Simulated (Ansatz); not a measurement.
# IrRu: pressure and energy above lowest point against volume scale

Free energy against uniform scaling of the volume at fixed shape and fractions; periodic cell, basis, potentials, k mesh and filling as listed. The results are calculated, by Ansatz 0.2.0.

The cell before it is scaled or strained (space group P-6m2, No. 187):
```
cell vectors (Å)
   2.7249     0.0000     0.0000
  -1.3625     2.3598     0.0000
   0.0000     0.0000     4.3307
atoms (fractions of the cell vectors)
Ru  0.66667  0.33333  0.00000
Ir  0.00000  0.00000  0.50000
```

Settings of every row: functional PBEsol; dispersion none; potentials PAW; wave cutoff 500 eV; density cutoff 2000 eV; k mesh 12x12x7; k shift 0x0x0; occupations methfessel paxton; smearing width 0.1 eV; spin none; SCF threshold exponent -9.

Limits: coarse k mesh, up to 40 meV an atom off; stress loosely converged; no spin-orbit coupling, which can matter with elements this heavy; the cell comes from a prototype or a list of computed structures and needn't be the stable phase.

| row | volume scale | V (Å³/atom) | pressure (GPa) | energy above lowest point (meV/atom) |
| --- | --- | --- | --- | --- |
| 1 | 0.92 | 12.81 | 28.8 | 72.4 |
| 2 | 0.9467 | 13.182 | 15.29 | 21.7 |
| 3 | 0.9733 | 13.552 | 3.78 | 0 |
| 4 | 1 | 13.924 | -6.02 | 2.9 |
| 5 | 1.0267 | 14.295 | -14.36 | 26.8 |
| 6 | 1.0533 | 14.666 | ? | ? |
| 7 | 1.08 | 15.038 | -27.43 | 125.3 |

Question: what pressure and energy above lowest point should row 6 give?

Worked fit of pressure. Take u = (V_r/V)^(2/3) − 1 with V_r = 13.738 Å³ an atom, which is twice the finite (Eulerian) strain; such expansions in the strain, on which the Birch-Murnaghan equation of state is built, carry the rest volume and the bulk modulus. The shown rows have u = 0.04773, 0.02793, 0.00913, -0.00893, -0.02615, -0.0585. Least squares give pressure = −1.313 + 543.74 × u + 1753.7 × u² + 1548 × u³ GPa; a parabola predicts inner rows, each left out in turn, worse (root mean square 0.077 against 0.025 GPa). The rows lie off it by 0.00, 0.01, -0.02, 0.01, 0.00, 0.00. The pressure vanishes at u = 0.0024, or V = 13.69 Å³ an atom, and there the bulk modulus at fixed shape and fractions is B = −V dP/dV = (2/3)(1 + u) dP/du = 369 GPa. Letting shape and atoms relax would as a rule lower it, by much in layered, chain or molecular crystals. The withheld row has u = -0.04264, so the fit gives −1.313 + 543.74 × (-0.04264) + 1753.7 × (-0.04264)² + 1548 × (-0.04264)³ = -21.43 GPa.

The calculation gave -21.44 GPa. The fit lies 0.01 GPa (0.018 % of the column's range) above it, one unit of the last digit.

Worked fit of energy above lowest point. Take u = (V_r/V)^(2/3) − 1 with V_r = 13.738 Å³ an atom, which is twice the finite (Eulerian) strain; such expansions in the strain, on which the Birch-Murnaghan equation of state is built, carry the rest volume and the bulk modulus. The shown rows have u = 0.04773, 0.02793, 0.00913, -0.00893, -0.02615, -0.0585. Least squares give energy above lowest point = −1.37 − 169.5 × u + 35121 × u² + 17126 × u³ meV/atom; a parabola predicts inner rows, each left out in turn, worse (root mean square 0.81 against 0.068 meV/atom). All shown rows lie on it to the printed digit. Its lowest point lies at u = 0.0024, or V = 13.69 Å³ an atom, and the curvature there gives the bulk modulus at fixed shape and fractions, B = (4/9)(1 + u)² E″(u)/V = 368 GPa. Letting shape and atoms relax would as a rule lower it, by much in layered, chain or molecular crystals. The withheld row has u = -0.04264, so the fit gives −1.37 − 169.5 × (-0.04264) + 35121 × (-0.04264)² + 17126 × (-0.04264)³ = 68.4 meV/atom.

The calculation gave 68.5 meV/atom. The fit lies 0.1 meV/atom (0.08 % of the column's range) below it, one unit of the last digit.
